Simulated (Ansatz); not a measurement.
# BiTe: the change of energy above lowest point with volume scale

Free energy against uniform scaling of the volume at fixed shape and fractions; periodic cell, basis, potentials, k mesh and filling as listed. The results are calculated, by Ansatz 0.2.0.

The cell before it is scaled or strained (space group Fm-3m, No. 225):
```
cell vectors (Å)
   0.0000     3.2350     3.2350
   3.2350     0.0000     3.2350
   3.2350     3.2350     0.0000
atoms (fractions of the cell vectors)
Bi  0.00000  0.00000  0.00000
Te  0.50000  0.50000  0.50000
```

Settings of every row: functional PBEsol; dispersion none; potentials PAW; wave cutoff 500 eV; density cutoff 2000 eV; k mesh 6x6x6; k shift 0x0x0; occupations fermi dirac; smearing width 0.1 eV; spin none.

Limits: coarse k mesh, up to 40 meV an atom off; no spin-orbit coupling, which can matter with elements this heavy.

| row | volume scale | V (Å³/atom) | energy above lowest point (meV/atom) |
| --- | --- | --- | --- |
| 1 | 0.94 | 31.824 | 4.5 |
| 2 | 0.96 | 32.501 | 0 |
| 3 | 0.98 | 33.178 | ? |
| 4 | 1 | 33.855 | 5.1 |
| 5 | 1.02 | 34.532 | 13.7 |
| 6 | 1.04 | 35.209 | 25.8 |
| 7 | 1.06 | 35.886 | 41 |

Question: what energy above lowest point should row 3 give?

Worked fit of energy above lowest point. Take u = (V_r/V)^(2/3) − 1 with V_r = 34.194 Å³ an atom, which is twice the finite (Eulerian) strain; such expansions in the strain, on which the Birch-Murnaghan equation of state is built, carry the rest volume and the bulk modulus. The shown rows have u = 0.04905, 0.03443, 0.00666, -0.00654, -0.01931, -0.03169. Least squares give energy above lowest point = 8.95 − 654 × u + 11362 × u² + 2508 × u³ meV/atom; a parabola predicts inner rows, each left out in turn, worse (root mean square 0.05 against 0.011 meV/atom). All shown rows lie on it to the printed digit. Its lowest point lies at u = 0.0285, or V = 32.78 Å³ an atom, and the curvature there gives the bulk modulus at fixed shape and fractions, B = (4/9)(1 + u)² E″(u)/V = 53.2 GPa. The withheld row has u = 0.02031, so the fit gives 8.95 − 654 × (0.02031) + 11362 × (0.02031)² + 2508 × (0.02031)³ = 0.4 meV/atom.

The calculation gave 0.4 meV/atom. The fit meets it to the printed digit.
